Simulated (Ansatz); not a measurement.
**A family of molecules: the HOMO–LUMO gap**

All atoms of one element are swapped for its congeners: TiF4 `[F][Ti]([F])([F])[F]`; TiCl4 (titanium tetrachloride) `[Cl][Ti]([Cl])([Cl])[Cl]`; TiBr4 `[Br][Ti]([Br])([Br])[Br]`; TiI4 `[I][Ti]([I])([I])[I]`. All are singlets with charge 0.

Shapes, held fixed at every level: PBE0-D4/def2-TZVP. Programs: Ansatz 0.2.0. Values in eV.

| level | TiF4 | TiCl4 | TiBr4 | TiI4 |
| --- | --- | --- | --- | --- |
| SPW92/def2-TZVPP | 6.37 | 3.65 | 3.02 | 2.32 |
| r2SCAN-D4/def2-TZVPP | 6.96 | 4.08 | 3.39 | 2.64 |
| BHLYP-D4/def2-TZVPP | 12.58 | 8.16 | 7.11 | 5.99 |
| PBE0-D4/def2-TZVPP | 9.42 | 5.90 | 5.05 | 4.13 |
| r2SCAN0-D4/def2-TZVPP | 9.84 | 6.17 | 5.29 | 4.34 |
| wB97X-V/def2-TZVPP | 14.35 | 10.32 | 9.27 | 8.11 |
| wB97M-V/def2-TZVPP | 14.32 | 10.21 | 9.17 | 8.02 |

At wB97M-V/def2-TZVPP the HOMO–LUMO gap falls at every step, from 14.32 to 8.02 eV. Every level shows the same order. For atoms past krypton def2 sets carry core potentials with scalar relativity. Relativity is left out for Br unless named. Orbital gaps aren't excitation energies, and the LUMO depends on the basis.

The gap narrows from fluoride to iodide because the two frontier levels sit on different atoms. In these formally d⁰ tetrahedral molecules the HOMO is essentially a halogen p lone-pair combination, while the LUMO is mainly titanium d with some π-antibonding halogen character. Down the group the halogen p electrons are less tightly bound, so the HOMO rises towards the empty d shell. The fluoride-to-chloride step is the largest at every level, in keeping with the exceptional electronegativity of fluorine; weaker π-antibonding destabilisation of the d level probably adds to the narrowing. The same ligand-to-metal charge-transfer picture accounts for the deepening colour from the chloride to the iodide.

The ordering is robust, but the size of the gap is not: for TiI4 it runs from 2.32 to 8.11 eV, probably in large part because the functionals differ in their share and range of exact exchange. Spin-orbit splitting of the iodine p levels, which scalar relativity doesn't describe, would probably narrow the TiI4 gap further.
